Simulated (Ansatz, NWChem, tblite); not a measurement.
## Ligand exchange: KBr + CBrClF2 → KCl + CBr2F2

Species: KBr, singlet; CBrClF2 `FC(F)(Cl)Br`, singlet; KCl, singlet; CBr2F2 (dibromodifluoromethane) `FC(F)(Br)Br`, singlet. The partners trade Br for Cl: K–Br and C–Cl bonds give way to K–Cl and C–Br.

Shapes, held fixed at every level: PBE0-D4/def2-TZVP. Programs: Ansatz 0.2.0, NWChem 7.3.0, tblite 0.8.0. The zero-point and thermal change to 298 K, harmonic and unscaled (PBE0-D4/def2-TZVP), is -0.8 kJ/mol.

(1) Estimate ΔH(298 K) of this reaction.

Results:

(1) The highest level, CCSD(T)/def2-TZVPP, gives ΔH(298 K) = +26.0 kJ/mol; the levels span +17.7 to +60.5. The column of differences is taken from that level and isn't an error. No measured value is set beside it here. Relativity is left out for Br unless named. Correlated rows may include outer-core shells of Br, K, which these sets cover unevenly.

```tsv
level	kind	ΔH(298 K) (kJ/mol)	less CCSD(T)/def2-TZVPP
GFN2-xTB	semi-empirical	+60.5	+34.5
SPW92/def2-TZVPP	LDA	+25.3	-0.7
PBE-D4/def2-TZVPP	GGA	+21.3	-4.7
r2SCAN-D4/def2-TZVPP	meta-GGA	+24.7	-1.3
B3LYP/6-31G* (spherical functions)	global hybrid	+17.7	-8.3
BHLYP-D4/def2-TZVPP	global hybrid	+27.8	+1.8
r2SCAN0-D4/def2-TZVPP	global hybrid	+28.7	+2.7
wB97X-V/def2-TZVPP	range-separated hybrid	+27.0	+1.0
CCSD(T)/def2-TZVPP	coupled cluster or CI	+26.0	0.0
```

The exchange is endothermic at every level, by +26.0 kJ/mol with CCSD(T), so the halogens prefer the starting arrangement, with chlorine on carbon and bromine on potassium. Chlorine forms the stronger bond to both partners, and the sign reflects which of them loses more on taking bromine instead. In the K–X ion pair the gain from chloride comes mainly from its smaller radius and the closer approach of the charges. At carbon, the change to bromine costs both orbital overlap and bond polarity, and this loss outweighs the ionic gain. A simple hard–soft argument, pairing K⁺ with the harder chloride, would thus point the wrong way here.

The thermal term of -0.8 kJ/mol is minor, so the preference is essentially electronic. The density functionals support a modest endothermicity, whereas GFN2-xTB more than doubles it, probably through an uneven balance between ionic and covalent halide bonds. The result applies to isolated KX molecules and can't be carried over to the solid salts, where the difference in lattice energy enters.
